**Question**

I ran PBE on electrons in a hard-wall spherical dot, adding one at a time. The addition energy is nearly flat, jumps at 2, 8 and 18 electrons, and jumps less at 5, 13 and 25. Why these numbers, and why two sizes of peak? The highest eigenvalue also never matches the chemical potential. Is that a fault?

Spin-polarised PBE calculations (radks radial solver with Libxc) for electrons in a hard-wall spherical dot of radius 5.46 bohr*, with no central charge; starred units are effective atomic units. Shells are m-averaged and filled greedily, so a lower state can be missed; levels are numbered from 1 within each l. Chemical potential is E(N)-E(N-1), addition energy E(N+1)+E(N-1)-2E(N).

| electrons | chemical potential (hartree*) | unpaired electrons | rms radius (bohr*) | highest eigenvalue (hartree*) | highest level | addition energy (hartree*) |
| --- | --- | --- | --- | --- | --- | --- |
| 1 | 0.1630 | 1 | 2.931 | 0.2758 | 1s up | n/a |
| 2 | 0.4456 | 0 | 3.116 | 0.5559 | 1s up | 0.3620 |
| 3 | 0.8075 | 1 | 3.323 | 0.9171 | 1p up | 0.2222 |
| 4 | 1.030 | 2 | 3.440 | 1.143 | 1p up | 0.2272 |
| 5 | 1.257 | 3 | 3.523 | 1.371 | 1p up | 0.2862 |
| 6 | 1.543 | 2 | 3.592 | 1.649 | 1p down | 0.2149 |
| 7 | 1.758 | 1 | 3.646 | 1.868 | 1p down | 0.2201 |
| 8 | 1.978 | 0 | 3.692 | 2.089 | 1p up | 0.3856 |
| 9 | 2.364 | 1 | 3.744 | 2.471 | 1d up | 0.2158 |
| 10 | 2.580 | 2 | 3.787 | 2.688 | 1d up | 0.2168 |
| 11 | 2.796 | 3 | 3.825 | 2.905 | 1d up | 0.2172 |
| 12 | 3.014 | 4 | 3.857 | 3.122 | 1d up | 0.2174 |
| 13 | 3.231 | 5 | 3.886 | 3.340 | 1d up | 0.2729 |
| 14 | 3.504 | 4 | 3.913 | 3.610 | 1d down | 0.2120 |
| 15 | 3.716 | 3 | 3.937 | 3.822 | 1d down | 0.2131 |
| 16 | 3.929 | 2 | 3.959 | 4.036 | 1d down | 0.2137 |
| 17 | 4.143 | 1 | 3.980 | 4.250 | 1d down | 0.2141 |
| 18 | 4.357 | 0 | 3.998 | 4.464 | 1d up | 0.4137 |
| 19 | 4.770 | 1 | 4.019 | 4.876 | 1f up | 0.2112 |
| 20 | 4.982 | 2 | 4.038 | 5.087 | 1f up | 0.2114 |
| 21 | 5.193 | 3 | 4.056 | 5.299 | 1f up | 0.2116 |
| 22 | 5.405 | 4 | 4.072 | 5.510 | 1f up | 0.2116 |
| 23 | 5.616 | 5 | 4.088 | 5.722 | 1f up | 0.2117 |
| 24 | 5.828 | 6 | 4.102 | 5.934 | 1f up | 0.2116 |
| 25 | 6.040 | 7 | 4.116 | 6.145 | 1f up | 0.2649 |
| 26 | 6.304 | 6 | 4.129 | 6.409 | 1f down | n/a |

**Answer**

With $N$ electrons and total energy $E(N)$, the chemical potential is $\mu(N)=E(N)-E(N-1)$ and the addition energy is $A(N)=\mu(N+1)-\mu(N)$, the extra cost of the next electron over the last. Starred units are effective atomic units, used throughout. There is no nucleus, so positive energies are normal: the wall alone holds the electrons.

Every new electron is repelled by one more electron than its predecessor, which gives the flat background. It pays more if it must open a new shell, and somewhat more if it must reverse its spin. The filling shown is 1s, 1p, 1d, 1f, each shell of angular momentum $l$ taking $2l+1$ parallel spins first. Closures therefore fall at 2, 8, 18 and half fillings at 1, 5, 13, 25. The "up" labels at the closures are ties between equal spin levels.

*Background.* A uniform sphere of radius $R$ has $E=0.6N^2/R$, whose second difference is $1.2/R=0.2198$. The ordinary rows lie at 0.211 to 0.227, well above the $1/R=0.183$ of charge spread on the wall. The closeness to $1.2/R$ is arguably part cancellation: the charge is more compact than uniform (each rms radius is below the uniform 4.229), which raises $A$, while exchange and relaxation lower it. The plateau means fall from one spin shell to the next, 0.2247 for 1p up to 0.2115 for 1f up, as the cloud spreads. The small rise inside the p and d spin shells may come from exchange, whose lowering of $A$ weakens as a spin density grows. Averaging over $m$ hides multiplets and deformation, and the variation over rows 19 to 24 is too small to interpret.

*Tall peaks.* In an empty sphere a level lies at $x^2/2R^2$, with $x$ a zero of the spherical Bessel function. The excess of each closure peak over its ordinary neighbours is only 77 to 81% of that bare gap. Repulsion between the electrons is the likely reason. The Hartree potential is highest at the centre, so a higher-$l$ orbital, sitting nearer the wall, is raised less than the one below it. For uniform charge the potential is $N(3R^2-r^2)/2R^3$, and a level shifts in first order by a constant minus $N\langle r^2\rangle/2R^3$, where

$$\frac{\langle r^2\rangle}{R^2}=\frac13+\frac{(2l+3)(2l-1)}{6x^2}.$$

For $N=8$ the bare 1p and 1d levels are 0.3386 and 0.5571, a gap of 0.2185. Multiplying by $2R^2=59.62$ gives $x^2=20.19$ and $33.22$. The difference in $\langle r^2\rangle/R^2$ is $21/(6\times33.22)-5/(6\times20.19)=0.0641$, and the gap shrinks by $0.0641\times 8/(2\times5.46)=0.0470$. Then $A(8)=0.2198+0.2185-0.0470=0.3913$, which is 0.0057 or 1.5% above the tabulated 0.3856. Nothing was fitted to this row or any other. It is the best of the three closures: the correction is too small at $N=2$ (whose baseline is row 3 alone) and too large at $N=18$, so it gives sign and rough size only. First order in the bare orbitals is crude here, since the rms radius at $N=18$ is 16% above its non-interacting value.

*Low peaks.* At half filling the next electron enters the same shell with opposite spin and loses the exchange that lowers the majority levels. For a uniform gas in volume $V=4\pi R^3/3$, local exchange splits the two spins by

$$\Delta_x=\left(\frac{6}{\pi V}\right)^{1/3}\left(N_\uparrow^{1/3}-N_\downarrow^{1/3}\right).$$

The excesses at $N=5$, 13 and 25 are 0.065, 0.058 and 0.053, or 79 to 86% of $\Delta_x$. The formula has the decline right: a larger imbalance sits on a larger paired background, where the cube root is flatter. An overestimate is plausible because correlation opposes exchange splitting, though its share here is a guess. A fixed exchange constant per parallel pair would make the excess grow as $2l+1$, which these rows contradict. The row $N=1$ is irregular. Its chemical potentials give $0.4456-0.1630=0.2826$, below the $N=5$ peak, and the model is 28% above that. A single electron has no parallel partner, so no exchange is lost when the second enters: the exchange in its level only offsets its self-repulsion, and the model wrongly adds it as a cost. The row is better read as the repulsion of a compact 1s pair. A uniform sphere of the same rms radius gives 0.3171 for it, an estimate that leaves out relaxation and correlation, which both lower the value. Outside $N=1$ the three-term sum is within about 6% of the table, worst at the half fillings; the output after this text lists each row.

For another radius, bare gaps scale as $1/R^2$ while charging, Hartree shift and exchange scale as $1/R$. While the filling order holds, a larger dot should show weaker closure peaks relative to the background, and half-filling peaks of roughly the same relative height. The gaps shrink faster than the exchange splitting, so in a much larger dot the next shell may start to fill before the spins reverse.

*Eigenvalue.* It exceeds $\mu$ by 0.105 to 0.114 in all rows, which is a flaw of the functional and not a failure of the runs. By Janak's theorem the eigenvalue is the slope of $E$ with occupation, so $\mu(N)$ is its average over the last electron. In PBE, inside an open spin shell, that slope climbs by about one plateau per electron, so the end value lies half a plateau (0.108) above the average. Within a spin shell the mean of neighbouring eigenvalues reproduces $\mu$ to 0.0005, the rounding of the table; this confirms consistency, not accuracy. The excess of the eigenvalue over $\mu$ comes from self-interaction, as $N=1$ exposes: the exact energy is 0.1655, the total energy is 1.5% below it, and the eigenvalue is 0.110 above it. Removal energies should come from $\mu$.

*The missing 2s.* In the empty sphere 2s (0.662) lies below 1f (0.819) and would fill at $N=19$ and 20. It has much density at the centre, so the same Hartree term lifts it: at $N=18$ the estimate puts 2s about 0.30 above 1d and 1f about 0.18 above. That supports the order found without proving it, since the estimate is crude and the greedy filling can miss a lower state. A lower 19-electron state with 2s occupied would reduce the $N=18$ peak and could rearrange rows 19 to 26. Whether 1f really precedes 2s at this radius remains open.

Output of the analysis:

```
Energies hartree*, lengths bohr*. Rounding floor: A 5e-5, mu and eps up to 5e-4
A(1) from mu = 0.2826; max|A - diff mu| = 0.0009
bare levels 1s 1p 1d 1f: 0.1655 0.3386 0.5571 0.8190; 2s 0.6621
charging: uniform 1.2/R 0.2198, surface 1/R 0.1832; ordinary rows 0.2112-0.2272
 plateau 1p up: mean 0.2247 (+2.2% vs 1.2/R, +22.7% vs 1/R), last-first +0.0050, 1/mean 4.45
 plateau 1p down: mean 0.2175 (-1.0% vs 1.2/R, +18.8% vs 1/R), last-first +0.0052, 1/mean 4.60
 plateau 1d up: mean 0.2168 (-1.4% vs 1.2/R, +18.4% vs 1/R), last-first +0.0016, 1/mean 4.61
 plateau 1d down: mean 0.2132 (-3.0% vs 1.2/R, +16.4% vs 1/R), last-first +0.0021, 1/mean 4.69
 plateau 1f up: mean 0.2115 (-3.8% vs 1.2/R, +15.5% vs 1/R), last-first +0.0004, 1/mean 4.73
closed shells: N, baseline, excess, bare gap, ratio, Hartree shift, shifted gap, excess-shifted
  2 0.2222 0.1398 0.1731 0.81 -0.0168 0.1563 -0.0165
  8 0.2179 0.1677 0.2185 0.77 -0.0470 0.1715 -0.0039
 18 0.2127 0.2011 0.2619 0.77 -0.0795 0.1824 +0.0187
N=18 gap 1d-2s: bare 0.1050, shifted 0.2996; crude 2s/1f crossing near N=10
half filled: N, up, down, baseline, excess, uniform exchange, ratio, K=excess/(2l+1), base+K, same-rms sphere, ratio
  1  1  0 0.2222 0.0604 0.1410 0.43 0.0604 0.2826 0.3171 0.89
  5  4  1 0.2211 0.0651 0.0828 0.79 0.0217 0.2428 0.2638 0.92
 13  9  4 0.2147 0.0582 0.0695 0.84 0.0116 0.2263 0.2392 0.95
 25 16  9 0.2116 0.0533 0.0620 0.86 0.0076 0.2192 0.2258 0.97
 (N=1, 2 use A(3) as baseline and N=25 uses A(24): one-sided)
parameter-free sum, model-table by row:
  1:+0.0781  2:+0.0140  3:-0.0024  4:-0.0074  5:+0.0164
  6:+0.0049  7:-0.0003  8:+0.0057  9:+0.0040  10:+0.0030
  11:+0.0026  12:+0.0024  13:+0.0163  14:+0.0078  15:+0.0067
  16:+0.0061  17:+0.0057  18:-0.0115  19:+0.0086  20:+0.0084
  21:+0.0082  22:+0.0082  23:+0.0081  24:+0.0082  25:+0.0169
rms residual all 0.0179, ordinary 0.0063; worst: N=1 +27.7%, N=25 +6.4%, N=5 +5.7%, N=13 +6.0%
rms radius: N, table, non-interacting, ratio (uniform sphere 4.229)
  1 2.931 2.903 1.010
  2 3.116 2.903 1.073
  8 3.692 3.238 1.140
 18 3.998 3.453 1.158
 26 4.129 3.567 1.158
eps-mu range 0.1050-0.1140, mean 0.1079; half mean plateau 0.1076
midpoint rule within a spin shell: max error 0.0005 over 18 rows
N=1: exact 0.1655, energy error -0.0025 (-1.5%), eigenvalue error +0.1103
mu(26)-mu(1) 6.141; 25 x 1.2/R 5.495; sum of model 6.360
```
